A crystal of Zn₂SeS is squeezed equally along both in-plane directions while its height stays fixed. The strain in the table is the relative change of both in-plane edges; tensile stress is positive, compressive stress negative. What do energy, stress and gap do when the squeeze reaches 10 %?

Zn₂SeS (P-4m2, 4 atoms; a = 3.909, c = 5.522 Å, not relaxed in LDA) is strained equally along x and y at fixed c and fractional coordinates. The runs use Ansatz 0.2.0 with plane-wave PAW, scalar-relativistic LDA, no spin polarisation, 420 eV cutoff, Γ-centred 8×8×6 k mesh and 0.05 eV Gaussian smearing. Free energies are relative to strain 0; stress is the sum of xx and yy.

| strain | energy change (meV/atom) | tensile stress along pattern (GPa) | gap on mesh (eV) |
| --- | --- | --- | --- |
| -0.1 | ? | ? | ? |
| -0.075 | 54.4 | -22.48 | 1.865 |
| -0.05 | 4.7 | -10.25 | 1.703 |
| -0.025 | -11.7 | -0.47 | 1.537 |
| 0 | 0.0 | 7.31 | 1.369 |
| 0.025 | 35.0 | 13.44 | 1.175 |
| 0.05 | 89.5 | 18.22 | 0.937 |
| 0.075 | 159.9 | 21.89 | 0.714 |
| 0.0875 | 200.3 | 23.37 | 0.609 |
| 0.1 | 243.5 | 24.65 | 0.506 |

**Where the real zero lies**

The cell at strain 0 is not at rest. It is under tension, and the in-plane stress vanishes only near a strain of −0.023. Even there the cell is not free of stress: the fixed height is too large for it, and the stress along the height is still tensile, by about 0.8 GPa at −0.025. That is why the energy at −0.025 lies 11.7 meV/atom below that at strain 0: a small squeeze releases stored tension, and no new phase is needed. Of the nominal 10 % squeeze, only about 8 % is compression from the in-plane rest length, since 0.90/0.977 is about 0.92.

The tabulated stress is the sum of the stresses along the two in-plane axes, so each axis carries half of it. This follows from the work done. Stretching from strain 0 to 0.05 costs 89.5 meV/atom in the energy column, and integrating the summed stress over the same path gives the same value. Energy and stress therefore tell one mechanical story, and a forecast of one constrains the other.

**Why squeezing is harder than stretching**

Each bond runs obliquely between the layers, so only its in-plane part shrinks. At a strain of −0.1 the Zn–S bonds are about 7 % shorter than at strain 0, and the Zn–Se bonds about 6 %. When atoms are pushed together, their filled shells overlap and the repulsion grows roughly exponentially. When they are pulled apart, the repulsion fades first and the longer-ranged attraction weakens after it, so the pull flattens.

The stress column shows this asymmetry. The step from −0.075 to −0.05 changes the stress by 12.23 GPa, the equally wide step from 0.075 to 0.1 by only 2.76 GPa. Part of this contrast is geometry, because stress is force over a face that shrinks or grows with the strain; multiplied by 1 + strain, which gives the quantity that sets the slope of the energy, the two steps are 11.1 and 3.6 GPa, still about three to one. Continuing the last compressed step with constant stiffness would give −34.7 GPa at −0.1. Since the crystal stiffens as it is squeezed, the stress there should be more compressive than that.

A Morse-like energy, with one steep repulsive and one gentler attractive exponential, puts this into a formula. With strain $\varepsilon$, summed in-plane stress $S$ and volume $V_0$ at strain 0, the slope of the energy is $V_0(1+\varepsilon)S$, so the stress takes the form

$$S=\frac{P\,e^{-s\varepsilon}+Q\,e^{-2s\varepsilon}}{1+\varepsilon}.$$

The constants $P$, $Q$ and $s$ were fitted to the nine known stresses, and an energy of the matching form was fitted separately to the nine known energies. The constants compensate one another and should not be read as properties of a bond. For stress the fit gives $P=136.6$ GPa, $Q=-129.3$ GPa and $s=2.333$. At $\varepsilon=-0.1$, a row outside the fit, the exponentials are 1.263 and 1.595:

$$S=\frac{136.6\times1.263-129.3\times1.595}{0.9}\approx-37.4\ \text{GPa}.$$

**What the gap should do**

On the compressed side the gap widens steadily, by 0.162 eV in the last known step. The usual reason in such semiconductors is that the lowest conduction state at the zone centre is s-like and antibonding. Shorter bonds push it up relative to the valence top.

Under tension the gap changes faster: its slope is −9.5 eV per unit strain between 0.025 and 0.05, against a mean of −6.6 from −0.075 to 0. Theory offers a reason. Unequal strain in the plane and along the height splits the p-like valence top, and a different member of the split set can become the highest. The gap forecast therefore uses only the four known rows at strain 0 or below, joined by a gently curved line.

**The forecasts for −0.1**

- The energy rises steeply, to 143.3 meV/atom, with a range of less than 4 meV/atom to either side.
- The stress is more compressive than constant stiffness gives: −37.4 GPa, with a range of less than 1 GPa to either side.
- The gap opens further by about the same step, to 2.03 eV, with a range of less than 0.1 eV to either side. The main risk is a conduction edge elsewhere in the zone taking over, which would make the gap smaller.

The withheld rows as computed:

| strain | energy change (meV/atom) | tensile stress along pattern (GPa) | gap on mesh (eV) |
| --- | --- | --- | --- |
| -0.1 | 143.9 | -37.71 | 1.733 |

**Two hits and a clear miss**

The mechanical forecasts hold. The energy comes out at 143.9 meV/atom, 0.6 above the forecast, and the stress at −37.71 GPa, 0.3 GPa more compressive. Both misses are below 1 % of the computed values, and both have the same sense: the crystal is slightly stiffer than the two exponentials allow. The stress miss is still about four times the typical error found when known rows are left out in turn, a reminder that one step beyond the data is riskier than a step within them.

The gap forecast fails, in direction as well as size. Instead of widening, the gap narrows by 0.132 eV, to 1.733 eV. That is 0.29 eV below the forecast and far outside its range. Although the risk had been named, the range left too little room for it.

The likely cause is that named risk. In zincblende-like semiconductors, compression raises the conduction edge at the zone centre, while edges near the zone boundary rise more slowly or sink relative to the valence top. Once the rising edge has passed one of the others, the gap is measured to the other one and can shrink. A valence top that moves away from the zone centre would also pull the gap down and is not excluded. "Zone boundary" here refers to the zincblende zone: in this four-atom cell the X point along the height folds onto the zone centre, while the in-plane X points stay at the boundary. Following the band edges by wavevector and orbital character would test this explanation; the gap alone cannot identify the states involved.

**Why the smooth curve gave no warning**

The four rows used for the gap lie within a thousandth of an electronvolt of their fitted line. With three constants for four rows, such closeness is a weak test of the line. Even a perfect fit would describe only one pair of band edges and carry no information about another pair waiting above it. The gap is the smallest of several possible energy differences, so a newcomer becomes visible only when it has already won.

This also tells in which direction such a forecast fails. If the line follows one pair of edges correctly, another pair can only pull the gap below it. The five rows under tension do lie below the continued line, by up to 0.16 eV, and so does the revealed row on the other side. The honest range would have reached much further down than up.

Energy and stress are less exposed to this trap. They sum over all occupied states, and a change in which empty state lies lowest leaves that sum untouched as long as the gap stays open. The same squeeze can therefore give a smooth stress curve and a gap that turns round.

**What to do about it**

For loads and stored energy, extrapolating by one step is reasonable here, provided that the formula stiffens under compression and the error bar is several times the error within the data. For this cell of fixed height, strain should be counted from the point of zero in-plane stress, not from the tabulated cell. The position of that point belongs to this LDA setup, which combines LDA with atomic datasets made for another functional.

For the gap, each candidate edge should be followed separately, and the smallest difference taken at the end. The strain at which the gap turns round, somewhere between −0.1 and −0.05, should not be carried over to a real sample. LDA makes gaps too small and need not misplace all conduction edges equally. Spin–orbit coupling, left out here, would also reshape the split valence top. The k mesh contains the zincblende Γ, X and L points, but an edge lying between mesh points would be missed and would shift the turning point.

A film on a substrate is the neighbouring case of most practical interest. It is free to change its height, growing taller where the stress along the height is compressive (here at −0.05 and beyond), and its atoms can shift between the layers; here both the height and the relative atomic positions are frozen. Such a film would relieve part of the bond shortening and store less energy at the same in-plane size. The stresses above are thus those of a clamped crystal, and using them for a strongly squeezed free film would overstate the load. Near −0.025, where the height is still under tension, a film would shrink in height instead, so its point of zero in-plane stress is expected at a somewhat smaller squeeze.

The printed analysis after this text gives the fits and their misses row by row.

Numerical output:

```
fit of energy_change on 9 rows: constant 4055 +/- 1.2, coefficient of exp(-s*strain) -7698 +/- 2.5, coefficient of exp(-2*s*strain) 3643 +/- 1.3, s 2.333; rms 0.0417, worst 0.075 0.0877, leave-one-out rms 0.134
  rows outside the fit (model, value, miss): -0.1 143.3, 143.9, -0.645
fit of tensile_stress_along_pattern on 9 rows: coefficient of exp(-s*strain)/(1+strain) 136.6 +/- 0.089, coefficient of exp(-2*s*strain)/(1+strain) -129.3 +/- 0.087, s 2.333; rms 0.0278, worst -0.075 0.0415, leave-one-out rms 0.0725
  rows outside the fit (model, value, miss): -0.1 -37.43, -37.71, 0.284
fit of gap_on_mesh on 4 rows (strain < 0.01): constant 1.369 +/- 0.00044, coefficient of strain -6.796 +/- 0.028, coefficient of strain**2 -2.4 +/- 0.36; rms 0.000224, worst -0.025 0.0003, leave-one-out rms 0.00149
  rows outside the fit (model, value, miss): -0.1 2.025, 1.733, 0.292; 0.025 1.198, 1.175, 0.0225; 0.05 1.023, 0.937, 0.0861; 0.075 0.8457, 0.714, 0.132; 0.0875 0.7559, 0.609, 0.147; 0.1 0.6653, 0.506, 0.159
Strain at which the in-plane stress vanishes, interpolated: -0.02349
Work from strain 0 to 0.05 by integrating the stress, meV/atom: 89.49
Computed energy difference from strain 0 to 0.05, meV/atom: 89.5
Stress change from strain -0.075 to -0.05, GPa: 12.23
Stress change from strain 0.075 to 0.1, GPa: 2.76
Stress at -0.1 if the stiffness stayed constant, GPa: -34.71
Energy at -0.1 from integrating the forecast stress, meV/atom: 143.6
Zn-S bond length change from strain 0 to -0.1, percent: -6.803
Zn-Se bond length change from strain 0 to -0.1, percent: -6.294
Mean gap slope from strain -0.075 to 0, eV per unit strain: -6.613
Gap slope from strain 0.025 to 0.05, eV per unit strain: -9.52
Gap gain from strain -0.05 to -0.075, eV: 0.162
Revealed gap gain from strain -0.075 to -0.1, eV: -0.132
Revealed stress change from strain -0.1 to -0.075, GPa: 15.23
```
